Why should squeezing an oxide widen its band gap? Pressing atoms together usually broadens the bands, and that alone would bring filled and empty states closer. In the open framework of Ta₂O₅ studied here the gap grows instead, by roughly 0.03 eV for each per cent of volume removed, or about 0.02 eV per GPa. Pressure tunes this gap, but gently.

Ta2O5, space group I4/mmm, 7 atoms in the cell, computed with Ansatz 0.2.0: r2SCAN, plane-wave PAW, scalar-relativistic, no spin polarisation, cutoff 500 eV, Gamma-centred 8×8×8 k mesh. Cell shape and atoms are relaxed at each volume with the symmetry kept. Energies count from the minimum of a third-order Birch-Murnaghan fit.

```
volume per atom (Å³/atom)  energy over minimum (meV/atom)  pressure (GPa)  band gap on mesh (eV)
                   17.657                            34.3            9.91                  2.377
                   18.220                             8.3            4.82                  2.253
                   18.784                             0.0            0.00                  2.151
                   19.347                             7.7           -4.30                  2.061
                   19.911                            29.6           -8.08                  1.983
```

The gap widens at every step from the most stretched cell to the most compressed one. It also widens faster as it goes. Removing 6 % of the volume from the relaxed cell adds 0.23 eV, while adding 6 % takes away only 0.17 eV. So there are two things to explain, the direction of the change and its curvature.

The structure decides what compression can do. Each Ta has five O neighbours in a square pyramid, and each O joins two Ta in a straight line. The Ta atoms of a layer sit alternately higher and lower, so the pyramids could flatten, but the straight bridges at O cannot bend while the symmetry is kept. The output printed below lists changes of a and c for the two end volumes, but these, and the check that both axes shorten, belong to the cells from which those runs started. Those cells are the relaxed cells of the neighbouring rows, scaled evenly. Once shape and atoms have relaxed, the numbers are different. At the largest volume the long axis c is about 3.6 % and the axis a about 1.1 % longer than at the minimum. At the smallest volume c is about 4.8 % shorter and a about 0.6 % shorter.

These two changes together mean that bonds must shorten. If the bonds in the layer kept their length while a shrank, the layer would have to buckle more, which would lengthen c. Since c shrinks as well, the bonds along c would then have to shorten. One way or the other, some Ta and O ions come closer.

That matters because the gap separates states that live on different ions. In oxides of this kind the highest filled states are mostly O 2p and the lowest empty ones mostly Ta 5d. An electron on O is held down in energy by the positive Ta ions around it, while an electron on Ta is pushed up by the negative O ions. Bringing the ions together strengthens both effects, so lifting an electron from O to Ta costs more. This ionic argument gives the right direction, though the runs do not measure its share in the trend.

A more familiar explanation says that shorter bonds strengthen the mixing of O 2p with Ta 5d, which pushes empty and filled states apart. Symmetry limits that effect here. At the two smallest volumes both band edges found on the k mesh lie at the centre of the Brillouin zone, where each state repeats in the same phase from cell to cell. Every O is also a centre of inversion. The O 2p states change sign under this inversion, but Ta 5d states that are in phase on the two Ta atoms do not, and states of different parity cannot mix. This ban is strict only at the zone centre, and the mesh could miss true band edges that lie between its points.

The lowest empty state is probably one of these unmixed Ta 5d combinations, because mixing with O 2p would raise it. The highest filled state, in turn, is usually an O 2p combination with little Ta 5d in it. If both assignments hold, the familiar mixing does little to either edge. It then broadens the bands mainly away from the gap, which is why broadening need not close it. The assignments rest on symmetry and general experience with such oxides, not on an analysis of the orbitals.

The ionic picture can be put into a formula. The electrostatic energy of neighbouring ions varies as one over their distance d, and in a cell that scales evenly d follows the cube root of the volume V. With constants A and C, the gap E is then

E = A + C / d, with d ∝ V^(1/3)

For mixing, the coupling between p and d orbitals falls roughly as d to the power −3.5. As long as the mixing is weak, the energy shift goes as its square, so C / d is replaced by a term in 1 / d⁷. Each form was fitted to all five rows with two constants, and the output after this section gives the results.

Both forms follow the gap to about 0.01 eV, small beside its total change of 0.39 eV. The slope is a sharper test. The change of gap per unit change of ln V, called the deformation potential, is about 45 % larger in magnitude in the most compressed interval than in the most stretched one. The ionic term allows an increase of only 3 %, and the mixing term 23 %.

Point charges can therefore account for the direction but, in an evenly scaled cell, not for the curvature. The mixing term comes closer, yet a better fit does not lift the restriction set by symmetry. Something that grows more steeply at short distance may be at work. The change of shape may matter too, since both forms assume a cell that scales evenly while c in fact shrinks much more than a. In the last step of compression, where the gap responds most strongly, c shrinks by about 2.7 % and a by only about 0.2 %. A possible candidate for the first, untested here, is a push from the deeper O 2s states. These are even under the inversion, so symmetry lets some of the in-phase Ta 5d states mix with them. One is exempt, the state whose lobes lie in the layer and point between the bonds. If that is the lowest empty state, O 2s cannot push it either.

For practical use, pressure is a handier scale than volume. The link is the bulk modulus B, the pressure needed per unit of relative compression:

dE/dP = −(dE/d ln V) / B

The two intervals on either side of the relaxed cell give a mean deformation potential of about −3.2 eV and a mean stiffness of about 152 GPa. Their ratio is 0.021 eV per GPa. At the highest pressure, 9.91 GPa, this predicts a gain of 0.21 eV and a gap of 2.36 eV. The calculated gap is 2.377 eV, so the estimate, which did not use that row, is low by 0.02 eV.

The shortfall points to the one irregular step in the series. In the first three intervals, going from stretched to compressed, the gap gains an almost constant 21 meV per GPa, but in the last it gains 24. The near constancy comes from a cancellation: the deformation potential grows, but the framework stiffens at nearly the same rate, so each GPa achieves less compression. In the last interval the stiffness rises by under 3 % while the deformation potential rises by 18 %, and the balance is lost.

The relaxations show why the stiffness lags. Each compressed run starts from an evenly shrunken cell, and letting shape and atoms adjust then lowers the pressure, by 0.7 GPa at 18.220 Å³ an atom but by 1.3 GPa at the smallest volume. The framework thus escapes more of the last squeeze by changing its shape and moving its atoms. Since the gap steepens in the same step, this adjustment may also widen the gap, though no run tests that.

Three limits matter when these numbers are used. The runs describe zero temperature without zero-point motion, and vibrations of the atoms can shift both the volume and the gap. The r2SCAN functional usually gives oxide gaps that are too small, so the change with pressure is a better guide than the gap itself. The framework is also much more open than ordinary Ta₂O₅, in which most Ta atoms have six or seven O neighbours, and its symmetry was held fixed. If the real solid could lower its energy by tilting the pyramids, the bridges would bend, and compression would no longer have to shorten the bonds.

The analysis program printed:

```
Intervals from the row before to this row:
     row  gap slope per ln volume (eV)  gap slope per pressure with sign reversed (meV/GPa)  stiffness (GPa)  pressure from energies (GPa)  mean printed pressure (GPa)
   18.22                        -3.951                                                24.36            162.2                         7.399                        7.365
  18.784                        -3.346                                                21.16            158.1                         2.358                         2.41
  19.347                        -3.048                                                20.93            145.6                        -2.191                        -2.15
  19.911                        -2.714                                                20.63            131.5                        -6.221                        -6.19
Change of a from minimum to smallest volume (%): -1.473
Change of c from minimum to smallest volume (%): -3.158
Change of a from minimum to largest volume (%): 1.473
Change of c from minimum to largest volume (%): 2.954
Gap gained from minimum to smallest volume (eV): 0.226
Gap lost from minimum to largest volume (eV): 0.168
fit of band_gap_on_mesh on 5 rows: constant -7.639 +/- 0.38, coefficient of ion 9.8 +/- 0.38; rms 0.00928, worst 17.657 -0.0117, leave-one-out rms 0.0195
fit of band_gap_on_mesh on 5 rows: constant 0.7629 +/- 0.026, coefficient of cov 1.392 +/- 0.025; rms 0.00441, worst 17.657 -0.0056, leave-one-out rms 0.00939
Steepest over flattest gap slope, computed: 1.455
Steepest over flattest gap slope, ionic term: 1.03
Steepest over flattest gap slope, squared p-d coupling: 1.234
```
